# Working notes: electron density with negative-U DX centres, Si in Al$_{0.3}$Ga$_{0.7}$As

**Statistics.** One Si donor has three states: $d^+$ (degeneracy $g_+$), $d^0$ (one electron at $E_c-E_d$, degeneracy $2g_+$) and DX$^-$ (two electrons, total energy $2(E_c-E)$, degeneracy $g_-$). So $E$ is the binding per electron, and $U=2E_d-2E<0$. With $g=g_-/g_+$ and Boltzmann carriers, $n=N_c e^{(\mu-E_c)/kT}$, the grand-canonical weights give

$$N^-/N^+=u^2,\quad N^0/N^+=au,\quad u=n/n_0,$$
$$n_0=N_c\,g^{-1/2}e^{-E/kT},\qquad a=2g^{-1/2}e^{-|U|/2kT}.$$

I first set $a=0$. Neutrality $n=N^+-N^-$ with $N^++N^-=N_D$ gives $N^\pm=(N_D\pm n)/2$, hence

$$n^2\,\frac{N_D+n}{N_D-n}=\frac{N_c^2}{g}e^{-2E/kT}=n_0^2 .$$

For AX centres ($a^-+2h\rightleftharpoons$ AX$^+$) I replace $n,N_D,N_c$ by $p,N_A,N_v$, count $E$ up from $E_v$, and take $g=g(\mathrm{AX}^+)/g(a^-)$.

**Dimensionless form.** From $m^*$, $\hbar$ and $E$ I build the density $N_E=2(m^*E/2\pi\hbar^2)^{3/2}$, so $N_c=N_E\theta^{3/2}$ with $\theta=kT/E$. The groups $\theta$, $\nu=N_D/N_E$ and $g$ enter $y=n/N_D$ through one number:

$$y^2(1+y)=r^2(1-y),\qquad r=\frac{n_0}{N_D}=\frac{\theta^{3/2}e^{-1/\theta}}{\nu\sqrt g}.$$

**Small $r$ (cold or heavily doped).** Iterating $y=r\sqrt{(1-y)/(1+y)}$ gives $n=n_0(1-r+\tfrac32r^2-\dots)$. Half the donors are $d^+$, half DX$^-$, and $\mu$ is pinned at $E_c-E-\tfrac12kT\ln g$. The plateau $n_0$ holds no $N_D$, and $\ln(n/T^{3/2})$ against $1/kT$ has slope $-E$. An uncompensated one-electron donor of depth $E$ and spin degeneracy 2 obeys $n^2/(N_D-n)=\tfrac12N_ce^{-E/kT}$, so $n\to\sqrt{N_cN_D/2}\;e^{-E/2kT}$: square-root doping dependence and half the slope.

**Large $r$ (hot or dilute).** With $y=1-\delta$ the cubic reads $2-5\delta+\dots=r^2\delta$, so $n=N_D(1-2/r^2+10/r^4-\dots)$. The deficit is $2N_D^3/n_0^2$, cubic in doping.

**Crossover.** Logarithmic differentiation of the cubic gives

$$\beta=\frac{\partial\ln n}{\partial\ln n_0}=\frac{1-y^2}{1+y-y^2},\qquad \frac{\partial\ln n}{\partial\ln N_D}=1-\beta,\qquad -\frac{d\ln n}{d(1/kT)}=\beta\left(E+\tfrac32kT\right).$$

At $r=1$, $y=0.544$. The doping exponent passes $1/2$ where $y^2+y=1$, that is $y=0.618$, $r=1.272$. Solving $r=1$ for temperature, with $W$ the Lambert function,

$$\theta_\times=\frac{2}{3\,W\!\left[\tfrac23(\nu\sqrt g)^{-2/3}\right]} .$$

**The other parameters.**

- *Neutral state.* Keeping $a$, $y=(1-u^2)/(1+au+u^2)$. The plateau $u\to1$ survives for any $a$; only its correction changes, $u=1-r(1+a/2)$. The neutral state overtakes each charged one when $a>1$, i.e. $|U|<kT\ln(4/g)$.
- *Compensation*, $K=N_A/N_D$. Now $N^+-N^-=n+N_A$, so $n=n_0\sqrt{(1-K-y)/(1+K+y)}$; on the plateau $n\approx n_0(1-K)$ for small $K$, vanishing as $\sqrt{1-K}$ for $K\to1$. At $K=0.3$ the factor is 0.73. A compensated one-electron donor with $n\ll N_A$ gives $n=\tfrac12N_ce^{-E/kT}(1-K)/K$, also with full slope and, at fixed $K$, no $N_D$. Since Si is amphoteric, slope alone does not establish negative $U$.
- *Depth.* The pinned $\mu$ does not depend on band statistics, so the plateau is generally $N_cF_{1/2}(\eta)$, $\eta=-E/kT-\tfrac12\ln g$, with $F_{1/2}\to e^\eta$ for $\eta\ll0$. The leading factor is $1-e^{\eta}/2^{3/2}$. At $\eta=0$, $n=0.765N_c$. For a level resonant in a parabolic band, $-E\gg kT$, $n\to(2m^*|E|)^{3/2}/3\pi^2\hbar^3$, independent of $T$.

**Numbers.** Inputs, all typical or illustrative: $\Gamma$ mass $0.092\,m_e$, $\varepsilon_r=12.2$, constant $E=70$ meV, $g=1$, $K=0$, $a=0$. The broken-bond model of Chadi and Chang (1988) has four $\langle111\rangle$ orientations, which the alloy makes inequivalent; $g=4$ would halve $n_0$, like deepening $E$ by $kT\ln2=18$ meV at 300 K. I get $N_c(300\,\mathrm K)=7.00\times10^{17}$ cm$^{-3}$, $N_E=3.12\times10^{18}$ cm$^{-3}$, $E/k=812$ K. Single-valley model, densities in $10^{15}$ cm$^{-3}$:

| $T$ (K) | $n_0$ | $n$, $N_D=10^{17}$ | $n$, $N_D=10^{18}$ | slope at $10^{17}$ (meV) |
|---|---|---|---|---|
| 150 | 1.10 | 1.09 | 1.10 | 88 |
| 200 | 6.56 | 6.17 | 6.52 | 90 |
| 300 | 46.7 | 33.1 | 44.7 | 79 |

The third figures serve only to compare columns. At 150 K a tenfold doping increase multiplies $n$ by 1.01. The one-electron donor of the same depth goes from 7.15 to 23.2 in the same units, a factor 3.24. The crossover lies at $2.2\times10^2$ K for $N_D=10^{16}$ cm$^{-3}$ and $3.6\times10^2$ K for $10^{17}$ cm$^{-3}$, so $10^{18}$ cm$^{-3}$ is pinned throughout the table.

**Sizes of what I dropped.**

- A hydrogenic $d^0$ has $E_d=8.4$ meV, so $U=-123$ meV and $a=0.18$ at 300 K: harmless.
- Fermi statistics lower the 300 K plateau by 2 %.
- Upper valleys multiply $N_c$ by $1+\sum_v(m_v/m^*)^{3/2}e^{-\Delta_v/kT}$. With approximate all-valley density-of-states masses $0.59\,m_e$ (L) and $0.81\,m_e$ (X) at 0.10 and 0.15 eV above $\Gamma$, the sum is 0.007 at 150 K and 0.42 at 300 K. The 300 K plateau becomes $6.6\times10^{16}$ cm$^{-3}$, and $n=6.2\times10^{16}$ cm$^{-3}$ at $N_D=10^{18}$ cm$^{-3}$. This exceeds the $r$ correction at that doping and lowers the higher crossover temperature.
- On the plateau nearly all donors are charged. At $10^{18}$ cm$^{-3}$ the spacing $N_D^{-1/3}$ is 10 nm and the unscreened Coulomb energy $e^2N_D^{1/3}/4\pi\varepsilon_0\varepsilon_r$ is 12 meV. A shift of $E$ that large changes $n_0$ by a factor 1.6 at 300 K and 2.5 at 150 K, against an $r$ correction of 0.1 % at 150 K. The estimate fixes no sign: band tailing makes the level shallower, while $d^+$–DX$^-$ correlation deepens it. It scales as $N_D^{1/3}$, so independence of $N_D$ holds only to within such a factor.
- Capture into DX$^-$ crosses a lattice barrier, and below typically 100 to 150 K the populations freeze on laboratory time scales. The equilibrium law has no $T\to0$ window here.

The model's room-temperature density at $10^{18}$ cm$^{-3}$ Si is thus about $6\times10^{16}$ cm$^{-3}$. As typical knowledge, such layers show $10^{17}$ to a few $10^{17}$ cm$^{-3}$, so these inputs fall short by roughly a factor of two to five. $E$ is really a free energy, and a temperature-linear part of it would rescale the prefactor of $n_0$ while leaving the slope unchanged.